A restricted calculation ought to fail when an Al–H bond is pulled apart. It puts the two bond electrons into one common orbital, and at large distance this orbital still places both on the same fragment about half of the time. The energy should therefore climb too high, most of all in CISD, which adds only single and double excitations. Here one outer bond of linear HAlAlH, a triplet, is stretched with the rest of the molecule frozen.

Ansatz 0.2.0; charge 0 e, spin multiplicity 3, basis cc-pVDZ, scan stretch, valence space electrons 8, valence space orbitals 10, pair space electrons 4, pair space orbitals 4.

```csv
scan distance (Å),"CISD, energy from the start of the scan (kJ/mol)","RCCSD(T), energy from the start of the scan (kJ/mol)","RCCSDT, energy from the start of the scan (kJ/mol)","PBE0, energy from the start of the scan (kJ/mol)","UCCSDT(Q), energy from the start of the scan (kJ/mol)","UCCSD(T), energy from the start of the scan (kJ/mol)"
1.279,89.30,90.70,91.00,90.90,91.00,90.70
1.437,15.30,16.20,16.30,16.60,16.30,16.20
1.575,0.00,0.00,0.00,0.00,0.00,0.00
1.712,10.70,9.50,9.30,9.20,9.30,9.50
1.966,64.20,59.50,58.90,60.10,58.70,59.50
2.165,117.20,108.30,107.10,111.70,106.80,108.60
2.499,203.50,183.10,180.70,194.10,180.00,185.20
2.881,n/a,238.90,236.60,249.60,235.30,242.30
3.394,273.60,271.80,271.90,275.50,265.00,267.90
4.194,272.80,271.40,271.60,282.20,271.60,271.50
5.409,272.70,271.40,271.60,282.70,271.60,271.40
```

The failure begins as this argument says and then disappears. I take UCCSDT(Q), the highest level in the table, as the yardstick; it is not exact. Relative to it, CISD is 10 kJ/mol too high at 2.165 Å and 24 kJ/mol too high at 2.499 Å. At 5.409 Å, where the bond is certainly broken, only 1 kJ/mol is left.

The tempting explanation is that higher excitations repair the poor starting point. There is some truth in it: up to 2.881 Å, RCCSDT stays within about 1 kJ/mol of the yardstick, so excitations beyond the doubles, which coupled cluster includes as triples and as products of lower ones, do mend most of the damage while the bond is breaking. But CISD has none of these, and it reaches the plateau too. That points to the determinant from which CISD starts.

A small estimate shows how much has to be explained. Suppose that the old determinant stayed in place and that the CISD error $\Delta$ grew merely in proportion to the stretch, $\Delta = k\,(d-1.575\ \text{Å})$, where $d$ is the scan distance. The seven rows up to 2.499 Å give $k \approx 20.8$ kJ/mol per Å. At 4.194 Å, a row outside the fit, this means

$$\Delta \approx 20.8 \times (4.194-1.575) \approx 54\ \text{kJ/mol},$$

whereas the table gives 1.2 kJ/mol. The straight line is a crude law, since the errors bend upwards and it already falls short at 2.499 Å. The true error would also level off once the bond is broken, so the 54 kJ/mol is no forecast. Still, with the old determinant in place there is no evident reason for the error to fall back to about 1 kJ/mol.

Counting spins suggests what happens instead. A restricted triplet determinant has exactly two singly occupied orbitals. At the short end of the scan both are π orbitals on the aluminium atoms, and the Al–H bond is a filled pair. A neutral hydrogen atom needs one singly occupied orbital for itself, which leaves only one for Al₂H. The fragment must then be a doublet, most likely with its odd electron in a π orbital and the other former π electron paired up in a σ orbital.

In this second arrangement the stretched bond no longer holds a pair that has to be split. The two unpaired electrons sit on different fragments with parallel spins, which a single restricted determinant describes well. CISD then has an easy task, and unrestricted orbitals have little to add. This fits the plateau, where RCCSDT and UCCSDT(Q) both give 271.6 kJ/mol. A closed-shell singlet has no such way out, because its restricted determinant must keep every electron paired.

The row at 3.394 Å shows the change half made. RCCSDT has already reached 271.9 kJ/mol, while UCCSDT(Q) stands at 265.0 kJ/mol and still has to rise. RCCSD(T) lies above UCCSD(T) in the same way. The natural reading is that the restricted levels have moved to the second arrangement while the unrestricted ones still follow the first, which is lower at this distance. The unrestricted levels probably change over between here and 4.194 Å, but I infer this from the energies, not from orbital occupations along the stretch. Coupled cluster picks its determinant by trial, so such a change is possible, but no warning in its records marks one. The stability checks say a little more. The starting determinants are stable minima in the shorter part of the scan, while further out the unrestricted ones are saddle points at two distances, so a lower determinant exists there. This doesn't tell which orbitals are occupied. The value of 265.0 kJ/mol may itself be somewhat off, too. Unrestricted levels can fall towards a higher spin, and part of the split could come from that. At 1.279 Å the unrestricted determinant is only slightly contaminated, with ⟨S²⟩ = 2.02 ħ² instead of 2, but contamination usually grows as a bond breaks.

This reading also speaks against a third explanation, that the restricted curves pass over a real barrier. RCCSDT does fall by 0.3 kJ/mol from 3.394 Å to the end of the scan. Yet UCCSDT(Q) finds a lower solution at the supposed top, and none of its computed points rises above the plateau. The small fall is probably the weak repulsion between two fragments with parallel spins, seen where the restricted calculation has already left the lower state. A tiny maximum at the crossing itself can't be excluded, since no row lies between 3.394 and 4.194 Å.

The shape of the curve alone would not have settled the matter. A Morse curve fitted to the RCCSDT rows up to 2.881 Å heads for a limit far above the plateau, which looks like proof that two states cross. But at 3.394 Å it already lies 21 kJ/mol above UCCSDT(Q), so the Morse form itself fails there, and it can neither locate a crossing nor supply a bond energy. The printed output below gives both fits.

The numbers thus rule out repair by higher excitations as the reason for the good CISD plateau; the change of determinant rests on the spin count and on the split at 3.394 Å. The plateau near 272 kJ/mol is the cost of removing hydrogen from a frozen linear frame in a small basis. It should not be read as a measured bond energy, all the more because this linear triplet is not the most stable form of Al₂H₂.

The analysis program printed:

```
Differences between levels in kJ/mol:
    row  CISD less UCCSDT(Q)  RCCSDT less UCCSDT(Q)  RCCSD(T) less UCCSD(T)  UCCSD(T) less UCCSDT(Q)  PBE0 less UCCSDT(Q)
  1.279                 -1.7                      0                       0                     -0.3                 -0.1
  1.437                   -1                      0                       0                     -0.1                  0.3
  1.575                    0                      0                       0                        0                    0
  1.712                  1.4                      0                       0                      0.2                 -0.1
  1.966                  5.5                    0.2                       0                      0.8                  1.4
  2.165                 10.4                    0.3                    -0.3                      1.8                  4.9
  2.499                 23.5                    0.7                    -2.1                      5.2                 14.1
  2.881                  n/a                    1.3                    -3.4                        7                 14.3
  3.394                  8.6                    6.9                     3.9                      2.9                 10.5
  4.194                  1.2                      0                    -0.1                     -0.1                 10.6
  5.409                  1.1                      0                       0                     -0.2                 11.1
fit of gci on 7 rows (d < 2.6): coefficient of stretch 20.83 +/- 2.5; rms 2.78, worst 1.279 -4.47, leave-one-out rms 4.54
  rows outside the fit (model, value, miss): 3.394 37.89, 8.6, 29.3; 4.194 54.56, 1.2, 53.4; 5.409 79.87, 1.1, 78.8
fit of energy_rccsdt on 8 rows (d < 3.0): coefficient of (1 - exp(-s*stretch))**2 334.9 +/- 1.4, s 1.416; rms 1.2, worst 2.499 -2.32, leave-one-out rms 1.99
  rows outside the fit (model, value, miss): 3.394 285.9, 271.9, 14; 4.194 318.7, 271.6, 47.1; 5.409 332, 271.6, 60.4
CISD error at 5.409 angstrom as percentage of that at 2.499 angstrom: 4.681
RCCSDT change from 3.394 to 5.409 angstrom in kJ/mol: -0.3
UCCSDT(Q) change from 3.394 to 4.194 angstrom in kJ/mol: 6.6
Morse curve less UCCSDT(Q) at 3.394 angstrom in kJ/mol: 20.9
```
